# Boron phosphide: what the tail of exact exchange does to the gap

Two hybrid functionals can both be described as having "a quarter of exact exchange" and still treat distant electrons differently. HSE06 uses exact exchange only at short range, while PBE0 keeps the same quarter at every distance. For boron phosphide, how much does that choice change the computed gap, and can the PBE0 result be estimated from calculations already at hand?

BP, 2 atoms in the cell, built as measured structure, space group F-43m (216), conventional a = 4.537 Å, 11.67 Å³ an atom. Band gap at fixed atoms by several levels of theory, each on its own k mesh. Ansatz 0.2.0, plane-wave PAW, no spin polarisation, cell relaxed with r2SCAN.

```csv
level of theory,band gap (eV),least direct gap (eV)
PBE,1.242,3.405
r2SCAN,1.410,3.602
HSE06,1.964,4.344
PBE0,?,?
LDA,1.182,3.378
DDH-PBE0,1.847,4.100
r2SCAN0,2.739,5.103
Hartree-Fock,7.863,10.736
G0W0/PBE 220eV,1.947,n/a
```

The band gap is the smallest energy between a filled and an empty state. The least direct gap is the smallest such energy at a single crystal momentum, and it matters for strong optical absorption. Each row with both values has the direct gap well above the band gap, so the material is an indirect semiconductor at all these levels.

## A forecast from a sister functional

LDA, PBE and r2SCAN are semilocal: their exchange depends on the density and related quantities near each point. Hartree-Fock uses full exact exchange and no correlation. A hybrid replaces part of the semilocal exchange by exact exchange and keeps the correlation of its parent functional.

The closest relative of PBE0 is r2SCAN0. Both replace one quarter of the exchange, at all distances, and they differ in the parent that supplies the rest. Three quarters of the parent's exchange remain in each. If the two parents differ in gap mainly through exchange, and the orbitals respond alike, three quarters of the parents' difference should survive in the hybrids.

For the band gap $E$ this gives

$$E_{\mathrm{PBE0}} \approx E_{\mathrm{r2SCAN0}} - 0.75\,(E_{\mathrm{r2SCAN}} - E_{\mathrm{PBE}})$$

$$= 2.739 - 0.75\,(1.410 - 1.242) = 2.613\ \text{eV}.$$

The forecast is therefore 2.61 ± 0.13 eV for the band gap, and the same steps give 4.96 ± 0.15 eV for the least direct gap. Each error bar is as wide as the correction for the parent. That width is a judgement about the weakest assumption, not a statistical error. PBE0 should stay indirect, with both gaps above those of HSE06 and below those of r2SCAN0.

A simpler recipe would draw a straight line from PBE to Hartree-Fock and read it at one quarter, which gives 2.90 eV for the band gap. The known r2SCAN0 row advises against it: the same line drawn from r2SCAN overshoots that row by 0.28 eV. Hartree-Fock differs from a hybrid by more than its amount of exact exchange. It has no correlation, and its orbitals have adjusted to the full exchange.

## Why the long-range part should act almost rigidly

HSE06 and PBE0 share the parent, the correlation and the short-range exchange. The step between them therefore isolates long-range exact exchange and the semilocal exchange that it replaces. This interaction varies slowly over a distance of roughly 5 Å, more than twice the B–P bond length.

The Pauli principle keeps electrons of the same spin apart, so each electron is surrounded by a hole from which one electron's worth of charge is missing. The exchange energy comes from the interaction of each electron with its hole. An interaction that is nearly flat across this hole cannot distinguish the detailed shapes of the orbitals. Its exact exchange lowers the occupied states by similar amounts and hardly touches the empty ones, because different orbitals are orthogonal. The semilocal exchange that it replaces is one and the same potential for filled and empty states, so removing it should change the gap much less. The band gap and the direct gap should then grow by about the same amount from HSE06 to PBE0. The argument does not give that amount, but the forecasts above, less the HSE06 gaps, put it at 0.6 to 0.7 eV.

Theory also sets the scale of this step. The long-range interaction is $\mathrm{erf}(\omega r)/r$ in atomic units, where $r$ is the distance between two electrons and $\omega$ sets where the long range begins. Its largest value is $2\omega/\sqrt{\pi}$. With $\omega$ of roughly 0.11 per bohr, a recalled value, one quarter of that is about 0.8 eV. This is the most by which the long-range part can lower an occupied state at fixed orbitals; the estimate neglects the semilocal exchange that is removed.

The withheld rows as computed:

```csv
level of theory,band gap (eV),least direct gap (eV)
PBE0,2.661,5.028
```

## What was right, and what was not

Both computed gaps lie inside the forecast ranges. The forecast was too low by 0.05 eV for the band gap and by 0.07 eV for the direct gap. PBE0 also falls between HSE06 and r2SCAN0 in both gaps and stays indirect, as expected.

The correction for the parent did less well than this suggests. Its sign was right, but only 46 % of the parents' difference survived in the band gap and 38 % in the direct gap, instead of 75 %. Taking the r2SCAN0 values unchanged would have missed by about 0.08 eV in each case. The correction thus helped a little for the band gap and hardly at all for the direct gap; most of the success came from choosing the right relative.

The rule assumed that the parents' correlation has the same effect on the gap and that the orbitals respond alike. One or both of these assumptions are probably too simple, but these results do not separate them. The straight line from PBE to Hartree-Fock did worse, as the r2SCAN0 row had warned: it is too high by 0.24 eV for the band gap and 0.21 eV for the direct gap.

The forecast of a nearly rigid shift held more closely. From HSE06 to PBE0 the band gap grows by 0.70 eV and the direct gap by 0.68 eV. In the computed levels, the highest filled state falls by about 0.35 eV and the lowest empty state rises by about as much. This fits the picture above: losing the semilocal exchange lifts both states, while exact exchange pulls down mainly the filled one. The earlier step, from PBE to HSE06, is less even, at 0.72 and 0.94 eV. Short-range exchange can resolve the shapes of the orbitals, so different states may shift by different amounts.

These band gaps can be compared although PBE was run on a finer mesh of crystal momenta than HSE06 and PBE0. The coarser mesh alone misses the lowest empty state and would make the two hybrid band gaps too large by about 0.1 eV. Both hybrids were therefore also evaluated close to the PBE conduction-band minimum, and the table holds those values. Another limit remains: long-range exact exchange converges more slowly with the mesh than the short-range part, so the step from HSE06 to PBE0 may carry an error that these runs do not test.

## What to do with a PBE0 gap

In a real semiconductor the other electrons screen exchange at long range. Boron phosphide screens strongly, so an unscreened quarter is too much there. G0W0, which calculates this screening for the material itself, gives a band gap 0.71 eV below that of PBE0. That G0W0 gap is not converged in bands, screening cutoff and crystal momenta, and these runs do not measure the error for boron phosphide. In the data makers' tests on other systems, such gaps fell short of the basis limit by 6 to 9 % in the median. A similar shortfall here would be less than 0.2 eV and would close only a small part of the distance.

DDH-PBE0 deals with the same problem in another way. It keeps the form of PBE0 but takes the exchange fraction from the dielectric constant, which measures the screening. If the gap rises in proportion to that fraction, the computed band gap and direct gap both imply a fraction of about 0.11, less than half that of PBE0. HSE06 instead keeps the quarter nearby and removes it far away.

For a boron phosphide band gap, HSE06 or DDH-PBE0 is therefore a more sensible choice than PBE0. Both lie within about 0.1 eV of the G0W0 gap as computed. If the shortfall seen in those other systems also applies here, a converged G0W0 gap would lie above both. A single such value, which also depends on its PBE starting point, is not a sound basis for ranking them. When gaps from different hybrids are compared, the fraction of exact exchange and its range should be checked first. Going from PBE0 to DDH-PBE0 lowers the band gap here by about 0.8 eV, and going from PBE0 to HSE06 lowers it by about 0.7 eV, whereas changing the parent from PBE to r2SCAN in the unscreened hybrids moves it by about 0.08 eV.

The same reasoning carries over to neighbouring materials. In silicon, another strongly screening semiconductor, the step from HSE06 to PBE0 should be of similar size, because $\omega$ belongs to the functional and not to the crystal. In a wide-gap insulator such as magnesium oxide, screening is weaker, and keeping a substantial fraction of long-range exact exchange is easier to justify.

The printed output below lists the forecasts, the misses and the steps between functionals.

Printed output of the fit:

```
r2SCAN less PBE, band gap (eV): 0.168
r2SCAN less PBE, direct gap (eV): 0.197
Forecast of PBE0 band gap (eV): 2.613
Error bar of that forecast, plus or minus (eV): 0.126
Forecast of PBE0 direct gap (eV): 4.955
Error bar of that forecast, plus or minus (eV): 0.1478
Line r2SCAN to Hartree-Fock at one quarter, less r2SCAN0 band gap (eV): 0.2843
Same line, less r2SCAN0 direct gap (eV): 0.2825
Rival line PBE to Hartree-Fock at one quarter, band gap (eV): 2.897
Rival line, direct gap (eV): 5.238
Largest long-range lowering of an occupied state at fixed orbitals (eV): 0.8444
Rise PBE to HSE06, band gap (eV): 0.722
Rise PBE to HSE06, direct gap (eV): 0.939
Forecast rise HSE06 to PBE0, band gap (eV): 0.649
Forecast rise HSE06 to PBE0, direct gap (eV): 0.6112
REVEALED PBE0 band gap (eV): 2.661
Forecast less computed, band gap (eV): -0.048
REVEALED PBE0 direct gap (eV): 5.028
Forecast less computed, direct gap (eV): -0.07275
Rival line less computed, band gap (eV): 0.2363
Rival line less computed, direct gap (eV): 0.2098
Computed rise HSE06 to PBE0, band gap (eV): 0.697
Computed rise HSE06 to PBE0, direct gap (eV): 0.684
Surviving share of the parents' difference, band gap: 0.4643
Surviving share of the parents' difference, direct gap: 0.3807
Exchange fraction implied for DDH-PBE0 by the band gap: 0.1066
Exchange fraction implied for DDH-PBE0 by the direct gap: 0.1071
PBE0 less G0W0 band gap (eV): 0.714
```
